Clausius–Clapeyron for surface phases, with methane condensing on graphite

When a submonolayer of methane on the basal plane of graphite is cooled, a dilute two-dimensional gas condenses into dense islands. I will derive how the coexistence condition of those two surface phases moves with temperature, and what happens to the surface free energy γ when we cross it.

1. Premises and the adsorption equation

(P1) Two bulk phases α and β meet at a flat interface of area A. There are two components, 1 (the substrate material) and 2 (the adsorbate), with uniform T, μ₁ and μ₂.
(P2) Excess quantities are defined with a Gibbs dividing surface: total amount minus what the bulk phases would hold if each ran unchanged up to that surface.
(P3) If a bulk phase is a solid, its strain is fixed, and area is made by exposing more surface, not by stretching.
(P4) Surface domains are large enough that their boundary lines cost nothing per unit area.

For the excesses the first and second laws give dU = T dS + γ dA + μ₁ dN₁ + μ₂ dN₂. All of U, S, N₁, N₂ scale with A, so Euler's theorem gives U = TS + γA + μ₁N₁ + μ₂N₂. Per unit area, with u, s, Γ₁, Γ₂,

γ = u − Ts − μ₁Γ₁ − μ₂Γ₂.  (1)

So γA is the excess grand potential. Differentiate the Euler form, subtract the first law and divide by A:

dγ = −s dT − Γ₁ dμ₁ − Γ₂ dμ₂.  (2)

The three differentials are not independent. Each bulk phase obeys Gibbs–Duhem, dp = σ dT + n₁ dμ₁ + n₂ dμ₂, with σ and n per unit volume, and a flat interface has the same p on both sides. Subtract the two relations and let δ mean α minus β: dμ₁ = −(δσ dT + δn₂ dμ₂)/δn₁. Insert this in (2):

dγ = −s⁽¹⁾ dT − Γ₂⁽¹⁾ dμ₂,  (3)
s⁽¹⁾ = s − Γ₁ δσ/δn₁,  Γ₂⁽¹⁾ = Γ₂ − Γ₁ δn₂/δn₁.

Question: Do these depend on where you put the dividing surface?

No. Move it a distance λ into β. The bulk phase α is then credited with extra volume λA, so s → s − λδσ, Γ₁ → Γ₁ − λδn₁, Γ₂ → Γ₂ − λδn₂, and the λ terms cancel in both combinations. They equal the plain excesses on the surface where Γ₁ = 0. I use that surface from now on and write s, u, Γ, μ for s⁽¹⁾, the energy excess there, Γ₂⁽¹⁾ and μ₂. Then (1) reads γ = u − Ts − μΓ.

2. Coexistence

Let the surface have two possible states, a dilute phase ′ and a dense phase ″, each with a smooth branch γ(T, μ) obeying (3). Throughout, Δ means ″ minus ′. At fixed T, μ and total area the excess grand potential γ′A′ + γ″A″ is a minimum in equilibrium. Converting area dA″ = −dA′ changes it by (γ″ − γ′) dA″. The phase of lower γ therefore takes the whole surface, and both can be present only where

γ′(T, μ) = γ″(T, μ).  (4)

One equation in two variables defines a line μ_c(T). The equilibrium γ is the lower of the two branches, hence continuous. The transition is first order when the first derivatives, −s and −Γ, differ on the line, and then γ has a kink.

Since (4) holds at neighbouring points of the line, dγ′ = dγ″ along it. By (3), −s′ dT − Γ′ dμ = −s″ dT − Γ″ dμ, so for ΔΓ ≠ 0

dμ_c/dT = −Δs/ΔΓ.  (5)

This is the surface Clausius–Clapeyron relation. Δs and ΔΓ are differences per unit area.

Now cross the line on a path μ(T). On each branch dγ/dT = −s − Γ dμ/dT, so, using (5),

Δ(dγ/dT) = −Δs − ΔΓ (dμ/dT)_path = ΔΓ [dμ_c/dT − (dμ/dT)_path].  (6)

The jump equals −Δs on a path of fixed μ. It also equals −Δs⁽¹⁾ in a one-component system, where (3) has only its first term and the transition is a single temperature. The first-order change between the 7×7 and 1×1 structures of clean Si(111) is of that kind, subject to P3. On any other path the second term stays. Because γ is the lower branch, its slope always drops as T rises through the kink.

3. The form with the gas pressure

Let β be methane vapour, ideal, with entropy s_g and enthalpy h_g per molecule, and let carbon be absent from it. Then dμ = −s_g dT + kT d ln p. Put this in (5):

kT² d ln p_c/dT = T(s_g − Δs/ΔΓ) ≡ q.  (7)

From (4) and γ = u − Ts − μΓ we have TΔs = Δu − μΔΓ, and μ = h_g − Ts_g. The entropy of the gas drops out:

q = h_g − Δu/ΔΓ.  (8)

So q is the heat released per molecule taken from the vapour at constant p while dense phase grows over dilute phase at fixed total area. It is read from the vertical steps of adsorption isotherms as −k times the slope of ln p_c against 1/T. On an isobar (dμ/dT)_path = −s_g, and (6) becomes

Δ(dγ/dT)_p = −Δs + s_g ΔΓ = ΔΓ q/T.  (9)

Question: The entropy per molecule has an arbitrary zero, nuclear spin for instance. Does (5) survive that?

It changes with the zero, and consistently. Add a constant c to the entropy of every molecule in every phase. Then μ → μ − cT and Δs → Δs + cΔΓ, so both sides of (5) shift by −c. A path of "fixed μ", and the jump −Δs on it, are defined only once the zero is stated. In (7) and (9) c cancels, which is why those are the laboratory statements.

4. The form with the spreading pressure

Let γ₀(T) belong to the bare surface, with dγ₀ = −s₀ dT and γ₀ = u₀ − Ts₀. Define the spreading pressure Π = γ₀ − γ, the area per molecule a = 1/Γ, and the film quantities per molecule s̃ = (s − s₀)a, ũ = (u − u₀)a. Subtracting (3) from dγ₀ gives dΠ = (s − s₀) dT + Γ dμ, and multiplying by a,

dμ = −s̃ dT + a dΠ.  (10)

Subtracting the two integrated forms gives μ = ũ + Πa − Ts̃ = h̃ − Ts̃ with h̃ = ũ + Πa. By (4) the phases share Π as well as T and μ. Equal μ gives Δh̃ = TΔs̃. Equal dμ along the line gives, from (10), Δa dΠ = Δs̃ dT. Hence

dΠ_c/dT = Δs̃/Δa = Δh̃/(TΔa).  (11)

Question: Is (11) a second law, or (5) again? And where did you use insolubility?

It is (5) again. Put (11) into (10) for phase ′: dμ_c/dT = (a′s̃″ − a″s̃′)/(a″ − a′). Dividing numerator and denominator by a′a″ turns this into −(Γ″s̃″ − Γ′s̃′)/(Γ″ − Γ′), which is −Δs/ΔΓ because s₀ cancels. Insolubility was not used. It matters in practice: when molecules cannot leave the surface, their number is fixed, a is the variable one sets, and Δh̃ is the latent heat of turning one phase into the other at constant Π. Note that Δs̃, a difference per molecule, is not Δs/ΔΓ. They can have opposite signs.

5. Numbers for a model of methane on graphite

As typical knowledge, the submonolayer solid is commensurate, √3×√3, below about 47 K, the two-dimensional triple point lies near 56 K and the critical point near 69 K. I take T = 45 K, so ′ is the 2D gas and ″ the commensurate solid. The compiled graphite lattice constant is a_G = 2.461 Å at 300 K (Wikipedia). The molecules then sit √3 a_G = 4.263 Å apart, with a″ = (3√3/2)a_G² = 15.74 Å² and Γ″ = 6.36 nm⁻².

Assumed inputs, energies quoted as E/k: molar mass 16.04 g/mol; binding of one molecule in its lowest level E₀ = 1350 K; vibration normal to the surface θ_z = 140 K, the same in both surface phases; lateral binding in the solid at T = 0, zero-point motion included, ε₀ = 400 K; two in-plane Einstein modes with θ = 60 K. Rotation is assumed identical in vapour, 2D gas and solid and is left out of every entropy, as is nuclear spin. That fixes the zero. The 2D gas is ideal, Π = Γ′kT, and the solid has fixed area.

With Λ = h/√(2πmkT) = 0.650 Å and f_z = kT ln(1 − e^(−θ_z/T)),

μ′ = −E₀ + f_z + kT ln(Γ′Λ²),
μ″ = −E₀ + f_z − ε₀ + 2kT ln(1 − e^(−θ/T)) + Πa″.

Set them equal and write x = Γ′/Γ″ = Πa″/kT:

Γ′Λ² = e^(−ε₀/kT) (1 − e^(−θ/T))² eˣ = 7.5×10⁻⁵.  (12)

This gives x = 0.0028, Γ′ = 0.018 nm⁻², a′ = 56 nm² and Π_c = 11 µN/m.

For (11), drop the terms common to both phases. The gas has kinetic energy kT and Πa′ = kT, so h̃′/k = 90 K. The solid has thermal energy 2kθ/(e^(θ/T) − 1), which is 43 K, so ũ″/k = −357 K, and Πa″/k adds 0.13 K. Thus Δh̃/k = −447 K, or −3.7 kJ/mol, and Δs̃ = −9.9 k. With Δa = −56 nm²,

dΠ_c/dT = 2.4 µN m⁻¹ K⁻¹.

We can test this without (11). Since 1/Λ² ∝ T, (12) gives Π_c ∝ T² e^(−ε₀/kT)(1 − e^(−θ/T))² eˣ with x ∝ Π_c/T. The logarithmic derivative is (1 − x) d ln Π_c/dT = [2T + ε₀/k − 2θ/(e^(θ/T) − 1) − xT]/T² = −Δh̃/kT². This is (11), because Δa = −a′(1 − x) and Πa′ = kT. The value is d ln Π_c/dT = 0.22 K⁻¹.

For (5), the in-plane entropies are 2 − ln(Γ′Λ²) = 11.5 in units of k for the gas and 2[(θ/T)/(e^(θ/T) − 1) − ln(1 − e^(−θ/T))] = 1.57 for the solid. The normal mode adds 0.19 to each. Then Δs/ΔΓ = [0.19 + (1.57 − 11.5x)/(1 − x)] k = 1.7 k, and dμ_c/dT = −0.15 meV/K. Per molecule the solid has less entropy than the gas, per area it has more.

For (8), h_g/k = 5T/2 = 112.5 K. The normal mode holds 6.5 K of thermal energy, and the in-plane part of Δu/ΔΓ is (−357 K − xT)/(1 − x) = −358 K. So q/k = 112.5 + 1350 − 6.5 + 358 = 1814 K, q = 15.1 kJ/mol, and d ln p_c/dT = 0.90 K⁻¹. Equating μ′ to kT ln(pΛ³/kT) gives p_c ≈ 1×10⁻¹⁰ torr and s_g = 5/2 − ln(pΛ³/kT) = 42.0 in units of k. Subtracting 1.7 leaves 40.3, which is q/kT, as (7) demands. At that pressure a column of vapour some 3×10⁵ m tall holds one monolayer, so in a closed cell the film is insoluble for every practical purpose.

The kinks, with ΔΓ = 6.34 nm⁻², are Δ(dγ/dT) = −Δs = −0.15 mN m⁻¹ K⁻¹ at fixed μ, and ΔΓ q/T = +3.5 mN m⁻¹ K⁻¹ at fixed p.

Question: Opposite signs. Which phase is the high-temperature one?

That depends on the path. At fixed p the solid is stable below the transition, as experience says. At fixed μ, heating raises the vapour pressure by d ln p/dT = s_g/kT, faster than the q/kT² of the line, so the solid appears on heating. In both cases the slope of γ drops with rising T.

Question: How far should we trust these values for real methane?

They are the model's. I chose E₀ and ε₀ so that q falls near the typical heat of first-layer condensation, about 15 to 16 kJ/mol, so q is no test of anything. Π_c and p_c are exponentially sensitive: 10 K in ε₀ moves Π_c by 25 %, and 50 K in E₀ moves p_c by a factor of 3.0. Read p_c as an order of magnitude. A difference in rotational entropy between gas and solid would enter Δs̃ directly, and the model sets it to zero.

6. Range of validity

Equations (3) to (6), (10) and (11) are exact under P1 to P4. Equations (7) to (9) also take the vapour as ideal, which is harmless at 10⁻¹⁰ torr. The limits are these.

Order of the transition. ΔΓ and Δs must be finite. At the 2D critical point both vanish, the kink disappears and (5) survives only as a limit. At the triple point three lines meet, each with its own Δ quantities and slope. The rigid commensurate solid of the model ends near 47 K, although the thermodynamic relations do not.

Strain (P3). Stretching adds the Shuttleworth term (f − γ) dε_A to (3), with surface stress f and areal strain ε_A. Since Δγ = 0, (5) gains +(Δf/ΔΓ) dε_A/dT. Take an assumed |Δf| = 0.05 N/m and a typical in-plane linear expansion of magnitude 10⁻⁶ K⁻¹, so |dε_A/dT| = 2×10⁻⁶ K⁻¹. The term is 0.001 k against 1.7 k. The same expansion changes a″ by a fraction of about 5×10⁻⁴ between 300 K and 45 K. A flake of thickness t covered on both faces also relaxes. With compiled C₁₁ = 1109 GPa, C₁₂ = 139 GPa, C₁₃ = 0 (Savini 2010, temperature not stated), the biaxial modulus is M = C₁₁ + C₁₂ = 1248 GPa. Minimising 4Δf ε + tMε² over the linear strain ε gives ε = −2Δf/(tM) and a gain of 2Δf²/(tM) per face. For an assumed t = 10 nm that is 0.4 µN/m, which moves μ_c/k by 0.005 K.

Domain size (P4). A disc of radius r with line tension τ costs πr²(γ″ − γ′) + 2πrτ, stationary when γ′ − γ″ = τ/r, so μ shifts by τ/(rΔΓ). Cutting a triangular lattice along a close-packed row breaks two bonds per spacing and makes two edges. With an assumed pair well of 135 K this gives τ ≈ 4.4 pN as a zero-temperature estimate. For r = 10 nm the shift is 5.0 K, which raises p and Π by 12 %. Small facets and defects therefore round the isotherm step, and edge free energy causes nucleation hysteresis, to which none of the equilibrium slopes apply.

Ideality of the 2D gas. This concerns the model only. For an assumed Lennard-Jones pair potential φ(r) with well 135 K and diameter 3.8 Å, B₂ = −π∫₀^∞ (e^(−φ/kT) − 1) r dr = −2.4×10² Å² at 45 K, so B₂Γ′ = −0.04. At the μ fixed by the solid, Π rises by the fraction −B₂Γ′, or 4 %, and Γ′ by twice that, 8 %. Two figures are the most that Γ′, Π_c and dΠ_c/dT support, and toward the triple point the correction grows.